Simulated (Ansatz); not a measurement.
SbPt: the change of pressure with volume ratio

Results calculated with Ansatz 0.2.0, not measured. Plane-wave density functional theory, PAW datasets, Gaussian smearing 0.05 eV: equation of state, the given cell scaled in volume with shape and atoms relaxed at each volume.

The cell before it is scaled or strained (space group Fm-3m, No. 225):
```
SbPt
1.0
      0.0000     2.7363     2.7363
      2.7363     0.0000     2.7363
      2.7363     2.7363     0.0000
Pt Sb
1 1
Direct
  0.50000 0.50000 0.50000
  0.00000 0.00000 0.00000
```

Settings of every row: paw set soft_2; functional PBEsol; spin treatment none; moment partition spheres; spin axis none; wave cutoff 420 eV; k mesh 10x10x10; symmetry use detected.

Atom hubbard u: 0 on all atoms.

Limits: no spin-orbit coupling, which can matter with elements this heavy; the cell comes from a prototype or a list of computed structures and needn't be the stable phase.

| row | volume ratio | V (Å³/atom) | pressure (GPa) | energy above given cell (meV per atom) |
| --- | --- | --- | --- | --- |
| 1 | 0.96 | 19.667 | 6.405 | 16.08 |
| 2 | 0.98 | 20.077 | 3.062 | 3.97 |
| 3 | 1 | 20.487 | ? | ? |
| 4 | 1.02 | 20.896 | -2.558 | 3.23 |
| 5 | 1.04 | 21.306 | -4.894 | 12.83 |

Question: what pressure should row 3 give?

Worked fit of pressure. Take u = (V_r/V)^(2/3) − 1 with V_r = 20.486 Å³ an atom, which is twice the finite (Eulerian) strain; such expansions in the strain, on which the Birch-Murnaghan equation of state is built, carry the rest volume and the bulk modulus. The shown rows have u = 0.02757, 0.01354, -0.01312, -0.02583. Least squares give pressure = 0.087 + 210.43 × u + 680.2 × u² GPa; a straight line predicts inner rows, each left out in turn, worse (root mean square 0.28 against 0.0029 GPa). The rows lie off it by -0.001, 0.001, -0.001, 0.001. The pressure vanishes at u = -0.0004, or V = 20.5 Å³ an atom, and there the bulk modulus with shape and atoms relaxed is B = −V dP/dV = (2/3)(1 + u) dP/du = 140 GPa. The withheld row has u = -3e-05, so the fit gives 0.087 + 210.43 × (-3e-05) + 680.2 × (-3e-05)² = 0.081 GPa.

The calculation gave 0.083 GPa. The fit lies 0.002 GPa (2.4 % of the value, 0.018 % of the column's range) below it; its largest miss of a shown row is 0.001 GPa.

The other values of row 3: energy above given cell 0 meV per atom.
